\section*{Problem}

A thick, polished plate of non-magnetic austenitic stainless steel is illuminated from vacuum at normal incidence at $\lambda=100\,\mu$m and 293 K. Treat it as a Drude metal with the typical resistivity $\rho=1/\sigma_0=7.2\times10^{-7}\,\Omega$m and an assumed plasma energy $\hbar\omega_p=5.0$ eV. Find the absorptance $A=1-R$. Then predict, first by reasoning and then by calculation, how $A$ responds to each single change: (a) $\lambda\to400\,\mu$m; (b) cooling to 4 K, with a typical $\rho=5.0\times10^{-7}\,\Omega$m; (c) $\hbar\omega_p\to10$ eV at fixed $\rho$; (d) incidence from silicon, typical index $n_0=3.42$; (e) incidence at $60^\circ$; (f) $\lambda\to2.5\,\mu$m.

\section*{Solution}

\subsection*{General result}

Fields vary as $e^{-i\omega t}$, the complex index is $N=n+ik=\sqrt{\varepsilon}$ with $n,k>0$, the relative permeability is 1, and $\lambda$ is the vacuum wavelength. With $\sigma(\omega)=\sigma_0/(1-i\omega\tau)$, $\sigma_0=\varepsilon_0\omega_p^2\tau$ and $x=\omega\tau$,
\begin{equation}
\varepsilon=1+\frac{i\sigma}{\varepsilon_0\omega}=1-\frac{(\omega_p\tau)^2}{x^2+ix}. \label{drude}
\end{equation}
An opaque plate transmits nothing. The Fresnel amplitude $r=(1-N)/(1+N)$ gives, with $\zeta=1/N$,
\begin{equation}
A=\frac{4\,\mathrm{Re}\,\zeta}{1+2\,\mathrm{Re}\,\zeta+|\zeta|^2}. \label{exact}
\end{equation}
For $|\varepsilon|\gg1$ the 1 in \eqref{drude} is dropped, so that $\zeta=\sqrt{-x^2-ix}/(\omega_p\tau)$. Since $\mathrm{Re}\sqrt{z}=\sqrt{(|z|+\mathrm{Re}\,z)/2}$, the numerator of \eqref{exact} becomes
\begin{equation}
A_1=A_{\rm HR}\left(\sqrt{1+x^2}-x\right)^{1/2},\qquad
A_{\rm HR}=\frac{2\sqrt{2x}}{\omega_p\tau}=2\sqrt{\frac{2\varepsilon_0\omega}{\sigma_0}}. \label{A1}
\end{equation}
For $x\ll1$ and $\sigma_0\gg\varepsilon_0\omega$, $\varepsilon\simeq i\sigma_0/\varepsilon_0\omega$, hence $n=k=\sqrt{\sigma_0/2\varepsilon_0\omega}$ and $A\simeq2/n=A_{\rm HR}$, the Hagen--Rubens relation. With $Z_0=1/\varepsilon_0c$ it reads $A_{\rm HR}=4\sqrt{\pi\rho/Z_0\lambda}=0.365\,\Omega^{-1/2}\sqrt{\rho/\lambda}$. For $1/\tau\ll\omega\ll\omega_p$, $\sqrt{1+x^2}-x\to1/2x$ and $A_1\to2/\omega_p\tau$, independent of frequency. Expanding \eqref{A1} in $x$ and the denominator of \eqref{exact} in $\mathrm{Re}\,\zeta\simeq A_{\rm HR}/4$ gives
\begin{equation}
A\simeq A_{\rm HR}\left(1-\frac{x}{2}-\frac{A_{\rm HR}}{2}\right). \label{corr}
\end{equation}
Both corrections are negative: the first comes from carrier inertia, which makes $k>n$, the second from the denominator of \eqref{exact}. Because $x\propto\omega/\rho\omega_p^2$, equation \eqref{A1} also yields the response exponents
\begin{equation}
\frac{\partial\ln A_1}{\partial\ln\omega}=\frac12-\frac{x}{2\sqrt{1+x^2}},\qquad
\left.\frac{\partial\ln A_1}{\partial\ln\rho}\right|_{\omega_p}=\frac12+\frac{x}{2\sqrt{1+x^2}}. \label{expo}
\end{equation}

\subsection*{Reference state}

The inputs give $\omega=1.88\times10^{13}$ s$^{-1}$, $\omega_p=7.60\times10^{15}$ s$^{-1}$, $\tau=1/\rho\varepsilon_0\omega_p^2=2.72$ fs, $x=0.0512$ and $\omega_p\tau=20.6$. Then $n=k=64.5$ and $A_{\rm HR}=0.0310$. The corrections in \eqref{corr} are $0.0256$ and $0.0155$, giving $0.0297$. Equations \eqref{drude} and \eqref{exact} give $N=62.8+66.1i$ and
\begin{equation}
A_0=0.0298 .
\end{equation}
The exponents \eqref{expo} are $0.474$ and $0.526$.

Neglected effects are small here. Since $|\varepsilon|=8.3\times10^3$, a bound-electron term of modulus 10 changes $A$ by a relative amount below $10^{-3}$. A typical Fermi velocity $v_F\approx1\times10^6$ m/s gives a mean free path $\ell=2.7$ nm, against the field decay length $\delta=\lambda/2\pi k=0.24\,\mu$m, so $\ell/\delta=0.011$. A surface layer of reduced current and thickness of order $\ell$ shifts mainly the phase of $r$, so non-local effects enter $A$ at relative orders $(\ell/\delta)^2$ and $x\ell/\delta$, both below $10^{-3}$. Roughness is taken as small compared with $\delta$. The three-figure values below belong to the model and serve to form ratios; part (c) gauges the uncertainty of the assumed $\omega_p$.

\subsection*{(a) Wavelength multiplied by four}

\emph{Reasoning.} $A_{\rm HR}\propto\lambda^{-1/2}$, so $A$ roughly halves. Both negative corrections shrink, $x/2$ to a quarter and $A_{\rm HR}/2$ to a half, so the ratio lies slightly above $1/2$:
\begin{equation}
\frac{A}{A_0}\simeq\frac12\left(1+\frac{3x}{8}+\frac{A_{\rm HR}}{4}\right)=\frac12(1+0.0192+0.0077)=0.513,
\end{equation}
where $x$ and $A_{\rm HR}$, here and in the later estimates, are reference values. \emph{Calculation.} With $x\to0.0128$, \eqref{exact} gives $A=0.0153$, ratio $0.513$.

\subsection*{(b) Cooling to 4 K}

\emph{Reasoning.} The Drude weight $\int_0^\infty\mathrm{Re}\,\sigma\,d\omega=\pi\sigma_0/2\tau=\pi\varepsilon_0\omega_p^2/2$ is held fixed, so the peak narrows as it grows and $\tau\propto1/\rho$. Alloy disorder scattering survives cooling, $\rho$ falls only by the factor $25/36$, and $A_{\rm HR}$ by $5/6=0.833$. The parameter $x$ grows by $1.44$, which deepens the inertia correction by $0.22x$, while the second correction shrinks by $A_{\rm HR}/12$:
\begin{equation}
\frac{A}{A_0}\simeq\frac56\,(1-0.0113+0.0026)=0.826 .
\end{equation}
\emph{Calculation.} $\tau=3.91$ fs, $x\to0.0737$, $A=0.0246$, ratio $0.826$, a fall of 17\,\%. The third figure depends on the model. Electron--phonon mass enhancement acts at 4 K and is largely lost at 293 K; a typical coupling constant of order 0.4 multiplies the cold value of $x$ by up to 1.4 at fixed $\rho$ and lowers $A$ by a further fraction $0.4\times0.0737/2=0.015$, as large as the corrections retained. The safe statement is a fall of just under one fifth, so cooling does little to the far-infrared absorptance of steel.

\subsection*{(c) Plasma energy doubled at fixed resistivity}

\emph{Reasoning.} $A_{\rm HR}$ contains only $\sigma_0$, so the leading response vanishes. However, $\tau\propto\omega_p^{-2}$ drops to a quarter, the inertia correction falls from $x/2$ to $x/8$, and $A$ rises by the factor $1+3x/8=1.019$. \emph{Calculation.} $A=0.0303$, ratio $1.019$. A factor of two in the least certain input moves $A$ by about 2\,\%; far-infrared reflectance of steel tests $\sigma_0$ and says little about $\omega_p$ and $\tau$ separately.

\subsection*{(d) Incidence from silicon}

Here $A$ refers to the power arriving at the silicon--steel interface from inside lossless silicon. \emph{Reasoning.} Now $r=(n_0-N)/(n_0+N)$, which replaces $\zeta$ by $n_0\zeta$ in \eqref{exact}. The mismatch is smaller and $A$ rises by roughly $n_0$, less the growth of the denominator:
\begin{equation}
\frac{A}{A_0}\simeq n_0\left[1-(n_0-1)\frac{A_{\rm HR}}{2}\right]=3.42\,(1-0.0375)=3.29 .
\end{equation}
\emph{Calculation.} $A=0.0981$, ratio $3.30$.

\subsection*{(e) Incidence at $60^\circ$}

With $w=\sqrt{\varepsilon-\sin^2\theta}$, the Fresnel amplitudes are $r_s=(\cos\theta-w)/(\cos\theta+w)$ and $r_p=(\varepsilon\cos\theta-w)/(\varepsilon\cos\theta+w)$. Both lead to \eqref{exact}, with $\zeta$ replaced by $\cos\theta/w$ and by $w/\varepsilon\cos\theta$. \emph{Reasoning.} Since $w\simeq N$, these are $\zeta\cos\theta$ and $\zeta/\cos\theta$, so the result of (d) applies with $n_0\to1/2$ and $n_0\to2$. The two polarisations respond with opposite sign:
\begin{equation}
\frac{A_s}{A_0}\simeq\frac12\left(1+\frac{A_{\rm HR}}{4}\right)=0.504,\qquad
\frac{A_p}{A_0}\simeq2\left(1-\frac{A_{\rm HR}}{2}\right)=1.97 .
\end{equation}
The expansion needs $\cos\theta\gg|\zeta|=0.011$. \emph{Calculation.} $A_s=0.0150$ and $A_p=0.0586$, ratios $0.504$ and $1.97$. Unpolarised light gives the mean $0.0368$, ratio $1.24$, against the leading value $(1/2+2)/2=1.25$.

\subsection*{(f) Wavelength reduced to $2.5\,\mu$m}

\emph{Reasoning.} The frequency rises fortyfold. Hagen--Rubens scaling would give the ratio $\sqrt{40}=6.3$ and $A=0.196$, but $x=1$ is passed at $5.1\,\mu$m and now $x\to2.05$, while $\omega$ remains near $\omega_p/10$. The Drude absorptance therefore levels off near $2/\omega_p\tau=0.097$, a ratio of $3.3$. \emph{Calculation.} Equation \eqref{A1} gives $A_1=0.094$; with $\varepsilon=-81+40i$, \eqref{exact} gives $A=0.090$, ratio $3.0$. The exponents \eqref{expo} become $0.05$ and $0.95$: the response to frequency has almost vanished and that to resistivity is almost linear.

This part is only qualitative for real steel. The plateau equals $2\varepsilon_0\omega_p\rho$ and so scales with the assumed $\omega_p$. Diffuse surface scattering adds up to $3v_F/4c=0.0025$. Absorption between the $d$ bands competes with the Drude term: an illustrative addition of $10i$ to $\varepsilon$ raises $A$ to $0.105$, above the plateau value. The sign of the response and its suppression below the square-root law hold across these variations; the size is uncertain by tens of per cent.

\subsection*{Table of responses}

\begin{center}
\begin{tabular}{lccc}
\hline
Change & leading ratio & full $A$ & full ratio\\
\hline
(a) $400\,\mu$m & $1/2$ & 0.0153 & 0.513\\
(b) 4 K & 0.833 & 0.0246 & 0.826\\
(c) 10 eV & 1 & 0.0303 & 1.019\\
(d) silicon & 3.42 & 0.0981 & 3.30\\
(e) $60^\circ$, $s$ & $1/2$ & 0.0150 & 0.504\\
(e) $60^\circ$, $p$ & 2 & 0.0586 & 1.97\\
(f) $2.5\,\mu$m & 3.3 (plateau) & 0.090 & 3.0\\
\hline
\end{tabular}
\end{center}